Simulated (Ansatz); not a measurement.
## Ligand exchange: C3H8O + SiH3(SnH3) → C2H8OSi + SnH3(CH3)

Gas-phase species: C3H8O (methoxyethane) `CCOC`, singlet; SiH3(SnH3), singlet; C2H8OSi `CCO[SiH3]`, singlet; SnH3(CH3), singlet. The partners trade CH3 for SiH3: O–CH3 and Sn–SiH3 bonds give way to O–SiH3 and Sn–CH3.

Shapes, held fixed at every level: PBE0-D4/def2-TZVP. Flexible molecules stand in one conformer, not always the lowest. Programs: Ansatz 0.2.0. The zero-point and thermal change to 298 K, harmonic and unscaled (PBE0-D4/def2-TZVP), is -2.8 kJ/mol.

| level | kind | ΔH(298 K) (kJ/mol) | less CCSD(T)/def2-TZVPP |
| --- | --- | --- | --- |
| BHLYP-D4/def2-TZVPP | global hybrid | -125.6 | +1.1 |
| PBE0-D4/def2-TZVPP | global hybrid | -108.3 | +18.4 |
| wB97M-V/def2-TZVPP | range-separated hybrid | -124.4 | +2.3 |
| wB97X-V/def2-TZVPP | range-separated hybrid | -119.3 | +7.4 |
| B2PLYP/def2-TZVPP | double hybrid | -126.7 | 0.0 |
| MP2/def2-SVP | perturbation theory | -112.7 | +14.0 |
| CCSD/def2-SVP | coupled cluster or CI | -100.6 | +26.1 |
| CCSD(T)/def2-TZVPP | coupled cluster or CI | -126.7 | 0.0 |

The highest level, CCSD(T)/def2-TZVPP, gives ΔH(298 K) = -126.7 kJ/mol; the levels span -126.7 to -100.6. The column of differences is taken from that level and isn't an error. No measured value is set beside it here. For atoms past krypton def2 sets carry core potentials with scalar relativity. Outer-core shells of Sn are correlated, in sets that cover them unevenly.

The exchange is strongly exothermic at every level, so its direction doesn't depend on the choice of method, though its magnitude does. The driving force is the pairing of the more electropositive silicon with oxygen. The Si–O bond is more polar than the C–O bond it replaces, with a large electrostatic contribution, and is further strengthened by delocalisation of oxygen lone pairs into σ* orbitals on the silyl group. On the tin side, a nearly nonpolar Sn–Si bond between diffuse valence orbitals gives way to a more polar Sn–C bond with the compact carbon hybrid. Both changes favour the products, with the Si–O bond probably contributing the larger share.

Among the density functionals, PBE0-D4 gives the least exothermic value, -108.3 kJ/mol, while BHLYP-D4, wB97M-V and B2PLYP lie close to CCSD(T). The difference between CCSD and CCSD(T) can't be read as the effect of triple excitations, because the basis set changes as well.
